**Why the CASSCF error in the levels of Pd⁺ depends on configuration, term and J**

Moving one electron of Pd⁺ from 4d to 5s costs some 25 000 cm⁻¹, about 3 eV. CASSCF misses this by up to 10⁴ cm⁻¹ and CASPT2 by about 10² cm⁻¹, while spin-orbit intervals are of order 10³ cm⁻¹. Levels are labelled by configuration, term (2S+1 and L) and J. "Measured" is the NIST value, and each other column is computed less measured, rounded to 10 cm⁻¹. SS and MS are single-state and multi-state CASPT2. All energies are in cm⁻¹ unless marked.

Levels of Pd⁺ from OpenMolcas 26.06: state-averaged CASSCF and CASPT2 (IPEA shift 0.25 hartree, imaginary shift 0.1 hartree) with X2C, ANO-R1, a finite nucleus, and spin-orbit coupling by state interaction with atomic mean-field integrals. Active shells stand in brackets. Computed and NIST levels are paired by configuration, term and J, and both are counted from 4d9 2D 5/2.

```tsv
level	measured (cm⁻¹)	CASSCF (4d 5s) less measured (cm⁻¹)	MS-CASPT2 (4d 5s) less measured (cm⁻¹)	SS-CASPT2 (4d 5s) less measured (cm⁻¹)
4d9 2D 5/2	0	0	0	0
4d9 2D 3/2	3539	180	200	180
4d8.5s1 4F 9/2	25084	-9760	170	120
4d8.5s1 4F 7/2	27097	-9700	140	90
4d8.5s1 4F 5/2	28929	-9730	130	80
4d8.5s1 4F 3/2	29948	-9630	120	70
4d8.5s1 2F 7/2	32281	-8190	180	130
4d8.5s1 2F 5/2	34425	-7630	270	220
```

**(a) Why is every 4d⁸5s level too low in CASSCF, and why ²F by less than ⁴F?**

*Solution.* The configurations are nearly pure: the ground term has 8.99 electrons in 4d, and ⁴F and ²F have eight in 4d and one in 5s.

Electrons in the compact 4d shell meet often, and they lower their energy by avoiding each other at short range. A space of 4d and 5s alone gives them almost no orbitals for doing so. The 4d⁹ configuration has 9·8/2 = 36 d–d pairs. The 4d⁸5s configuration has 28, plus eight d–s pairs that correlate weakly because 5s is diffuse. By this argument CASSCF leaves 4d⁹ too high, and everything counted from it comes out too low.

The spin-free term energies of the same calculations give the size. SS-CASPT2 raises ⁴F by 9891 relative to 4d⁹, close to the CASSCF errors of −9630 to −9760. This is 0.045 hartree, only 10 % of the PT2 correlation energy of the ground term. Part of the shift may be an artefact of state averaging: only 5 of the 29 doublet states that shape the orbitals are 4d⁹, and the quartets have orbitals of their own. Both choices work against 4d⁹, by an amount these numbers can't separate from correlation.

⁴F and ²F are the same 4d⁸ ³F core with the 5s spin parallel or antiparallel to it. Parallel electrons are already kept apart by exchange, so correlation should help the antiparallel coupling more and close the gap. The quartets' own orbitals may also have widened it in CASSCF. The gap falls from 7695 to 6039, a factor 0.785, and the analogous ²P–⁴P gap shrinks to 0.773 of its size. ²F is therefore raised by 1656 less than ⁴F, namely 8235, close to the −8190 of ²F 7/2. The ⁴P–⁴F gap, set by d–d repulsion, shrinks too, to 0.843 of its size.

**(b) The two ²F levels belong to one term, yet their CASSCF errors differ by 560, while those of ⁴F lie within 130. Why?**

*Solution.* Spin-orbit coupling splits each term and also makes levels of equal J repel each other, more strongly the closer they lie. A method that spreads the terms too far apart, as found in (a), therefore mixes them too little.

For two 4d holes and a 5s spin, H = (term energies) − ζ Σ l·s, with ζ the 4d spin-orbit constant. In first order a level shifts by A⟨L·S⟩. The core has A(³F) = −ζ/2, and projecting its spin on the total spin gives factors 2/3 and 4/3, so that A(⁴F) = −ζ/3 and A(²F) = −2ζ/3. The Landé rule then asks for ⁴F intervals in the ratio 9:7:5 and a ²F splitting of 7ζ/3. The measured intervals are 2013, 1832 and 1019. A least-squares fit of ζ in the full matrix to the six computed SS levels, with that calculation's term energies, gives 1526 (1528 for CASSCF). With it 7ζ/3 is about 3560, against a measured ²F splitting of 2144.

Of the 4d⁸5s levels above ²F 5/2 with the same J, only ²D 5/2 couples to it directly. ⁴P 5/2 lies about as close, but spin-orbit coupling doesn't connect L = 3 with L = 1. The core states ³F₂ and ¹D₂ couple with squared matrix element (12/5)ζ², and ²F 5/2 is 5/9 ³F₂, so V² = (4/3)ζ² = 3.10×10⁶ cm⁻². First order lifts ²F 5/2 by 4ζ/3 = 2035 and leaves ²D, with its singlet core, in place. From the computed ²D–²F gaps the effective distance Δ is 7177 − 2035 = 5142 in CASSCF and 5186 − 2035 = 3151 in SS-CASPT2. The two-level push is δ = √(Δ²/4 + V²) − Δ/2, which gives 3117 − 2571 ≈ 550 and 2364 − 1576 ≈ 790. This row was among the six that fixed ζ.

The estimate has the right direction but is short: at the SS level 3560 − 790 = 2770, where the calculation has 2234. In the matrix, admitting ⁴F takes the splitting to 3401, adding ²D to 2439, and all terms to 2238. The last step must come from ⁴P 5/2 acting through ²D, since ²P has no such J and ²G pushes ²F 7/2 down, which widens the splitting. With CASSCF gaps the matrix ends at 2734, against 2704 in the table. CASSCF thus leaves ²F 5/2 insufficiently depressed, and this hides part of its negative error.

The other rows follow the same rule. After the term shift is removed, the change from CASSCF to SS is −11 for ⁴F 9/2, whose only partner is the distant ²G, and −385 for ²F 5/2. The two J = 7/2 levels repel each other more as their gap closes, by −101 and +85. The matrix with one ζ follows all six remainders within about 20, worst for ²F 5/2, where rounding of the table can account for up to 10. Pure Landé intervals miss the SS levels by up to 980. Since the matrix repeats the state interaction of the calculation, this agreement divides the error into parts and doesn't validate the method.

A comparison with measurement is independent. Fitting E(⁴F), E(²F) and ζ to the six measured levels leaves misfits up to 65 when the upper terms keep their SS distances from ⁴F, and about 300 with CASSCF distances. The measured pattern prefers the compressed terms. The fitted ζ moves from 1549 to 1423 between the two fits, so it has no firm meaning.

For a related ion, the configuration richer in d electrons should be the one penalised, and the irregular level should be the one with a close partner of equal J to which spin-orbit coupling connects it directly. As the push goes roughly as ζ²/Δ, it is weaker in a 3d ion and stronger in a 5d ion.

**(c) Why does the error of 4d⁹ ²D 3/2 survive CASPT2, and what do the small PT2 errors establish?**

*Solution.* A single d hole gives one term, with J = 5/2 at −ζ and J = 3/2 at +3ζ/2. The splitting 5ζ/2 contains no term gap, so better term energies can't change it. Measured, ζ = 3539/2.5 = 1416. CASSCF and SS give 3719/2.5 = 1488, too large by 5 % (MS nearly 6 %).

The cause is a guess. The doublet orbitals are averaged mostly over 4d⁸5s states, whose 4d shell is less screened and more compact, so 4d⁹ inherits too large a ζ. The doublets share one set of orbitals, and so one ζ by construction: with the 4d⁹ value the matrix reproduces the computed ²F levels within 8 in all three methods, but misses ⁴F 3/2 by 50 to 70. This agreement doesn't test the guess. The quartets, whose orbitals come from 4d⁸5s states alone, do need a somewhat larger ζ, which fits the guess but doesn't prove it.

The excess also sinks the ground level by 72 and adds that amount to every excited row. Counted from the centre of gravity of ²D, the SS errors of the 4d⁸5s rows run from −2 to 58, apart from 148 for ²F 5/2, an excess that these runs leave unexplained. MS lies a uniform 50 above SS on the 4d⁸5s rows because it moves the zero: mixing of the two ²D terms lowers the ground term by about 44, and the spin-orbit lowering grows by 7.

The PT2 errors of 70 to 270 don't prove that accuracy. CASPT2 splits the components of a term artificially, by 625 (SS) and 794 (MS) in ⁴F and by 312 and 746 in ²F, and the term energies are means over them. The errors lie below these spreads, so MS and SS can't be ranked. Reference weights of 0.91 to 0.92 show no intruder state. The basis, however, is 6s4p3d1f with no g function, and the active space has a single d shell, which is known to misplace d against s configurations. Both leave d correlation incomplete, so the agreement at this IPEA shift may include cancellation of errors.
